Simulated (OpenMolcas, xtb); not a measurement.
## InSiH4F (SMILES [F][InH][SiH3]): the HOMO–LUMO gap, rung by rung

InSiH4F has 7 atoms, charge 0, and is taken as a singlet. SMILES: `[F][InH][SiH3]`. Geometry: relaxed at PBE0-D4/def2-TZVP.

Quantity: the HOMO–LUMO gap, in eV. The values are calculated.

```json
{"level": "GFN2-xTB", "kind": "semi-empirical", "program": "xtb", "value (eV)": "3.50"}
{"level": "GFN0-xTB", "kind": "semi-empirical", "program": "xtb", "value (eV)": "3.44"}
{"level": "HF/def2-SVP (core potential)", "kind": "Hartree–Fock", "program": "OpenMolcas", "value (eV)": "10.99"}
{"level": "SVWN5/def2-SVP (core potential)", "kind": "LDA", "program": "OpenMolcas", "value (eV)": "3.85"}
{"level": "revPBE/def2-SVP (core potential)", "kind": "GGA", "program": "OpenMolcas", "value (eV)": "4.00"}
{"level": "TPSS/def2-SVP (core potential)", "kind": "meta-GGA", "program": "OpenMolcas", "value (eV)": "4.22"}
{"level": "M06-2X/def2-SVP (core potential)", "kind": "hybrid meta-GGA", "program": "OpenMolcas", "value (eV)": "7.38"}
{"level": "PBE0/def2-SVP (core potential)", "kind": "global hybrid", "program": "OpenMolcas", "value (eV)": "5.88"}
{"level": "B2PLYP/def2-SVP (core potential)", "kind": "double hybrid", "program": "OpenMolcas", "value (eV)": "7.75"}
```

The values span 3.44 to 10.99 eV. Orbital gaps aren't excitation energies, and those of double hybrids come from the SCF part alone; they tend to grow with the share of exact exchange.

The gap of this molecule depends far more on how exchange is treated than on which semilocal functional is chosen: LDA, GGA and meta-GGA stay between 3.85 and 4.22 eV, while PBE0 gives 5.88 eV and Hartree–Fock 10.99 eV. In a semilocal Kohn–Sham calculation, filled and empty orbitals feel the same multiplicative potential. With nonlocal exchange, an empty orbital loses the exchange stabilisation that an occupied one enjoys, so the frontier levels move apart.

Chemically, the LUMO is probably dominated by the vacant p orbital of trivalent indium, the origin of its Lewis acidity. The HOMO probably has mainly In–Si σ-bonding character, since both atoms are electropositive and the fluorine lone pairs should lie deeper. The two tight-binding values fall close to the semilocal ones, but that agreement does not validate either group. The spread is no error bar for the fundamental gap, which would require the ionisation energy and electron affinity.
